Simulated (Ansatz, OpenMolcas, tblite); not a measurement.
Computed against measured: dipole moment

6 molecules with halogens; the dipole moment in D, computed less measured. Shapes, held fixed at every level: PBE0-D4/def2-TZVP. No vibrational averaging. Dipoles are compared by magnitude; molecules under 1 D, whose direction can flip, are left out. Programs: Ansatz 0.2.0, OpenMolcas 26.06, tblite 0.8.0. A level may come from different programs for different species; with the same settings they agree closely. Measured values: NIST CCCBDB.

Levels: A = IPEA1-xTB; B = SVWN5/aug-cc-pVDZ; C = revPBE/aug-cc-pVDZ; D = BHLYP/aug-cc-pVDZ.

```csv
molecule,measured,A,B,C,D
CH2Cl2 (SMILES ClCCl),1.60,+1.22,+0.03,0.00,+0.14
CH2ClF (chlorofluoromethane),1.82,+1.04,-0.06,-0.10,+0.10
CHBrF2 (bromodifluoromethane),1.50,+0.71,-0.16,-0.20,-0.03
C2H3Br (vinyl bromide),1.42,+0.61,-0.03,-0.05,+0.15
C2H3FO (acetyl fluoride),2.96,+0.49,0.00,-0.12,+0.17
C2H5F (SMILES CCF),1.96,+0.82,-0.08,-0.15,+0.07
```

Q: Sum up the errors.

A: 
```tsv
level	kind	mean error	mean absolute error	worst case
IPEA1-xTB	semi-empirical	+0.815	0.815	CH2Cl2
SVWN5/aug-cc-pVDZ	LDA	-0.050	0.060	CHBrF2
revPBE/aug-cc-pVDZ	GGA	-0.103	0.103	CHBrF2
BHLYP/aug-cc-pVDZ	global hybrid	+0.100	0.110	C2H3FO
```

On this set SVWN5/aug-cc-pVDZ has the smallest mean absolute error and IPEA1-xTB the largest. IPEA1-xTB is too high in 6 of 6; SVWN5/aug-cc-pVDZ is too low in 4 of 6; revPBE/aug-cc-pVDZ is too low in 5 of 6; BHLYP/aug-cc-pVDZ is too high in 5 of 6. Relativity is left out for Br. The set is small.

The three density functionals keep the same order in every molecule: BHLYP gives the largest dipole, SVWN5 the next and revPBE the smallest. The large share of exact exchange in BHLYP localises electrons on the electronegative atoms and strengthens the carbon-halogen bond dipoles, whereas the semilocal functionals spread the density and weaken them. The small mean error of SVWN5 therefore probably owes much to error cancellation, and doesn't show that its density is better.

IPEA1-xTB exaggerates the polarity throughout, probably because a parametrisation aimed at ionisation potentials and electron affinities doesn't constrain ground-state charge transfer well. Its error doesn't simply follow halogen electronegativity: it is largest for CH2Cl2 (+1.22) and smallest for acetyl fluoride (+0.49).

CHBrF2 has the lowest signed error with all three functionals, which suggests a contribution they share, such as the basis, the fixed geometry or the measured reference. Vinyl bromide shows no similar shift, so bromine alone doesn't account for it.
